\section*{Solution key: Fermi hyperfine energy of $nS$ states, applied to $^{13}\mathrm{C}^{5+}$}

\textbf{Problem.} An electron (mass $m$, $g=2$) is bound to a point nucleus of charge $Ze$, mass $M$, spin $I$ and magnetic moment $\mu$. Find the leading-order splitting $E_F=E(F=I+\tfrac12)-E(F=I-\tfrac12)$ of an $nS$ level, keeping the finite nuclear mass. Evaluate it for the $1s$ level of $^{13}\mathrm{C}^{5+}$ and relate the $2p_{1/2}$ splitting to the $2s$ one. Given approximate inputs: $Z=6$, $I=\tfrac12$, $\mu=0.7024\,\mu_N$, $M=13.000$ u. Units are SI, spins are dimensionless, $\mu_N=e\hbar/2m_p$ and $m_r=mM/(m+M)$.

\subsection*{Common ground}
In Fourier space the field of the nuclear dipole is $\mathbf B(\mathbf q)=\mu_0[\boldsymbol\mu-\hat{\mathbf q}(\hat{\mathbf q}\cdot\boldsymbol\mu)]$. An $S$ state sees the angular average $\tfrac23\mu_0\boldsymbol\mu$, which is a contact term in position space. With the electron moment $-2\mu_B\mathbf S$ and $\boldsymbol\mu=(\mu/I)\mathbf I$,
\begin{equation}
H=\frac{4\mu_0}{3}\,\mu_B\,\frac{\mu}{I}\,\mathbf I\cdot\mathbf S\,\delta^3(\mathbf r). \tag{1}
\end{equation}
The eigenvalues of $\mathbf I\cdot\mathbf S$ are $I/2$ and $-(I+1)/2$, which differ by $(2I+1)/2$. Hence
\begin{equation}
E_F=\frac{4\mu_0}{3}\,\mu_B\,\mu\,\frac{2I+1}{2I}\,|\psi_n(0)|^2,\qquad |\psi_n(0)|^2=\frac{1}{\pi n^3a^3},\qquad a=\frac{\hbar}{Z\alpha m_rc}. \tag{2}
\end{equation}

\subsection*{Wrong attempt (not to be credited)}
The attempt argues that finite nuclear mass means $m\to m_r$ everywhere, and sets
\begin{equation}
\mu_B\to\frac{e\hbar}{2m_r}\qquad\text{(wrong)}. \tag{W1}
\end{equation}
With $\mu_0e^2=4\pi\alpha\hbar/c$ this gives $\mu_0\mu_B\mu_N\to\pi\alpha\hbar^3/(c\,m_rm_p)$, and (2) becomes
\begin{equation}
E_F^{\rm wrong}=\frac43\alpha(Z\alpha)^3\frac{\mu}{\mu_N}\frac{m}{m_p}\frac{2I+1}{2I}\,\frac{mc^2}{n^3}\left(\frac{m_r}{m}\right)^{2}\qquad\text{(wrong)}. \tag{W2}
\end{equation}
For $n=1$ use $Z\alpha=0.043784$, $m/m_p=5.4462\times10^{-4}$ and $mc^2/h=1.23559\times10^{20}$ Hz. The frequency for infinite nuclear mass is
\begin{equation}
\nu_\infty=\frac83\alpha(Z\alpha)^3\frac{\mu}{\mu_N}\frac{m}{m_p}\frac{mc^2}{h}=77.20\ \mathrm{GHz}. \tag{3}
\end{equation}
With $\epsilon=m/M=4.220\times10^{-5}$ and $m_r/m=1/(1+\epsilon)$, the attempt ends at $\nu_\infty(1+\epsilon)^{-2}=\nu_\infty-6.5$ MHz, which still rounds to $77.20$ GHz. This answer is wrong.

\subsection*{Symptom}
The number looks plausible, so the test must be structural. Replace the nucleus by a point particle of charge $+e$, spin $\tfrac12$, mass $M$ and $g=2$, so that $\mu=e\hbar/2M$ and $\mu/\mu_N=m_p/M$. The two particles now differ only in mass and in the sign of the charge, and the spin-spin splitting cannot depend on which one is called the electron. Equation (W2) gives for $n=1$
\begin{equation}
E_F^{\rm wrong}=\frac83\alpha^4c^2\,\frac{m_r^2}{M}, \tag{W3}
\end{equation}
which is multiplied by $M/m$ when the masses are exchanged. A formula that depends on the labelling cannot be right. The attempt has also treated the two moments unequally, since it changed the mass in one magneton and kept it in the other.

\subsection*{Faulty line}
The fault is (W1). The reduced mass comes from one identity only. With $\mathbf p_e=\mathbf p+m\mathbf P/(m+M)$ and $\mathbf p_N=-\mathbf p+M\mathbf P/(m+M)$,
\begin{equation}
\frac{p_e^2}{2m}+\frac{p_N^2}{2M}=\frac{P^2}{2(m+M)}+\frac{p^2}{2m_r}. \tag{4}
\end{equation}
This fixes the length $a$ and thereby $|\psi_n(0)|^2\propto m_r^3$. The spin moment comes from the electron's own coupling to the field: reducing the Dirac equation gives $[\boldsymbol\sigma\cdot(\mathbf p_e+e\mathbf A)]^2/2m=(\mathbf p_e+e\mathbf A)^2/2m+(e\hbar/2m)\,\boldsymbol\sigma\cdot\mathbf B$. The change of coordinates (4) does not act on spin operators or on the coefficient of (1), so $\mu_B=e\hbar/2m$ keeps the free electron mass.

\subsection*{Mended calculation}
Now $\mu_0\mu_B\mu_N=\pi\alpha\hbar^3/(c\,m\,m_p)$, and (2) yields
\begin{equation}
E_F=\frac43\alpha(Z\alpha)^3\frac{\mu}{\mu_N}\frac{m}{m_p}\frac{2I+1}{2I}\,\frac{mc^2}{n^3}\left(\frac{m_r}{m}\right)^{3}. \tag{5}
\end{equation}
In the test system this is $\tfrac83\alpha^4c^2m_r^3/(mM)$, symmetric as required. For the $1s$ level of $^{13}\mathrm{C}^{5+}$,
\begin{equation}
E_F/h=\nu_\infty(1+\epsilon)^{-3}=\nu_\infty-9.8\ \mathrm{MHz}=77.19\ \mathrm{GHz}, \tag{6}
\end{equation}
with $F=1$ above $F=0$ because $\mu>0$.

For $l>0$ the interaction is $(\mu_0/4\pi)\,2\mu_B(\mu/I)\,\mathbf I\cdot\mathbf N/r^3$ with $\mathbf N=\mathbf L-\mathbf S+3\hat{\mathbf r}(\mathbf S\cdot\hat{\mathbf r})$. Since $\hat{\mathbf r}\cdot\mathbf L=0$ and $(\mathbf S\cdot\hat{\mathbf r})^2=\tfrac14$, one has $\mathbf N\cdot\mathbf J=L^2-S^2+\tfrac34=l(l+1)$. Projecting on $\mathbf J$ gives, in first order, $A\,\mathbf I\cdot\mathbf J$. In units of $(\mu_0/4\pi)\,2\mu_B\mu/I$, and with $\langle r^{-3}\rangle_{2p}=1/(24a^3)$,
\begin{equation}
A_{2p_{1/2}}=\frac{l(l+1)}{j(j+1)}\langle r^{-3}\rangle=\frac83\cdot\frac{1}{24a^3}=\frac{1}{9a^3},\qquad A_{2s}=\frac{8\pi}{3}\cdot\frac{1}{8\pi a^3}=\frac{1}{3a^3}. \tag{7}
\end{equation}
Both levels have $j=\tfrac12$ and splitting $A(I+\tfrac12)$, so the $2p_{1/2}$ splitting is one third of the $2s$ one: $3.22$ GHz against $9.65$ GHz. The ratio holds for $g=2$ up to relative corrections of order $\alpha/2\pi$, $(Z\alpha)^2$ and $m/M$. The slip cancels in this ratio, which therefore cannot reveal it.

\subsection*{Size of the error}
Dividing (W2) by (5),
\begin{equation}
\frac{E_F^{\rm wrong}}{E_F}=\frac{m}{m_r}=1+\frac mM. \tag{8}
\end{equation}
The wrong value is too high by $4.2\times10^{-5}$, or $3.3$ MHz, for the $1s$ level. It drops one third of the reduced-mass shift, whatever $\mu$ is. For equal masses it would be a factor of 2.

Terms omitted from (5) are larger. Their relative sizes for $1s$, with standard coefficients taken as given, $\gamma=\sqrt{1-(Z\alpha)^2}$, $\Lambda=\ln(Z\alpha)^{-2}$, and a typical Zemach radius $r_Z\approx3$ fm (the mean distance between elements of nuclear charge and magnetisation), are:

\begin{tabular}{lll}
Dirac density & $1/[\gamma(2\gamma-1)]-1$ & $+2.9\times10^{-3}$\\
Anomalous moment & $\alpha/2\pi$ & $+1.2\times10^{-3}$\\
Binding QED, first order & $\alpha\,Z\alpha\,(\ln2-\tfrac52)$ & $-5.8\times10^{-4}$\\
Binding QED, second order & $(\alpha/\pi)(Z\alpha)^2(-\tfrac23\Lambda^2-1.07\Lambda+16.9)$ & $-7\times10^{-5}$\\
Nuclear size & $-2Zr_Z/a_0$ & $-7\times10^{-4}$
\end{tabular}

Here $a_0$ is the Bohr radius. The sum is $+2.7\times10^{-3}$, and the model's splitting becomes $77.4$ GHz. Rounding $\mu$ to four figures alone allows $\pm7\times10^{-5}$, more than the slip, so the last digit of (6) holds only for the stated input. Genuine recoil corrections beyond $m_r^3$ start at order $Z\alpha\,m/M=1.8\times10^{-6}$, apart from logarithms and nuclear factors, and cannot supply a term of relative order $m/M$. In this ion the slip therefore shows in the exponent of $m_r/m$ and in the shift of $9.8$ MHz against $6.5$ MHz, not in the leading three figures.